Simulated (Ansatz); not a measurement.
**TePb from a semilocal functional to hybrids**

```
CELL_PARAMETERS angstrom
0.00000 3.22700 3.22700
3.22700 0.00000 3.22700
3.22700 3.22700 0.00000
ATOMIC_POSITIONS crystal
Pb 0.50000 0.50000 0.50000
Te 0.00000 0.00000 0.00000
```

All runs: Ansatz, plane waves and PAW, scalar-relativistic (no spin–orbit coupling), 4×4×4 k-mesh, Gaussian smearing of 0.05 eV, no spin polarisation. Semilocal reference PBE: gap 0.72 eV, pressure 2.3 GPa. The hybrids carry no U.

(1) How do gap and pressure depend on the exact exchange?

Results:

(1) 
```json
{"functional": "HSE06-type hybrid with a screening parameter of 0.6 Å⁻¹", "gap": "0.82 eV", "pressure (GPa)": "1.8", "cutoff (eV)": "420", "core-seconds": "31"}
{"functional": "PBE0-type hybrid with an exact-exchange fraction taken as 1/ε∞", "gap": "0.85 eV", "pressure (GPa)": "2.2", "cutoff (eV)": "420", "core-seconds": "110"}
{"functional": "wPBEh", "gap": "1.07 eV", "pressure (GPa)": "1.9", "cutoff (eV)": "420", "core-seconds": "35"}
{"functional": "PBE0-type hybrid with an exact-exchange fraction of 0.1", "gap": "1.10 eV", "pressure (GPa)": "1.9", "cutoff (eV)": "420", "core-seconds": "28"}
{"functional": "HISS", "gap": "1.22 eV", "pressure (GPa)": "1.0", "cutoff (eV)": "420", "core-seconds": "44"}
{"functional": "PBE0-type hybrid with an exact-exchange fraction of 0.35", "gap": "2.11 eV", "pressure (GPa)": "1.1", "cutoff (eV)": "420", "core-seconds": "37"}
{"functional": "LC-wPBE", "gap": "4.83 eV", "pressure (GPa)": "0.4", "cutoff (eV)": "420", "core-seconds": "44"}
```

In the PBE0 form the gap grows almost linearly with the exact-exchange fraction, by 0.40 eV for each tenth. The dielectric-dependent PBE0 form takes the fraction 0.035 = 1/ε∞, that is ε∞ = 28.8. On shared hosts the hybrid runs at the reference's cutoff took roughly 18 to 72 times the core time of the semilocal one on the same mesh, with some more bands. Measured gap: 0.31 eV (indirect; 300 K; a printed reference work (textbook)); 0.19 eV (direct; 0 K; a printed reference work (textbook)).

Caveats: core times come from shared hosts and scatter; functionals with much or all of the long-range exchange (Hartree–Fock, LC-wPBE, CAM-B3LYP) overshoot the gaps of most solids, bar the widest; gaps are read on a coarse mesh; stress loosely converged.

Every functional, including PBE, puts the gap of PbTe above both measured values, whereas a semilocal functional normally underestimates gaps. The likely cause is the missing spin–orbit coupling: the conduction-band edge is largely Pb 6p, and the coupling splits these states and pulls the edge down strongly. PBE's relative closeness to experiment is therefore no sign of a better description, and the gaps can't rank the functionals until that shift is included.

Exact exchange widens the gap by lowering the occupied, mainly Te 5p states relative to the empty Pb 6p states. Its long-range part matters most in so polarisable a crystal, where the electrons screen the interaction strongly; LC-wPBE leaves that part unscreened and reaches 4.83 eV.

Pressure falls with the fraction within the PBE0 form, but doesn't follow the gap across the families: HISS gives nearly the same pressure as the 0.35 hybrid at a much smaller gap. This suggests that bonding responds mainly to exchange at short and middle range, and the gap more to its long-range tail.
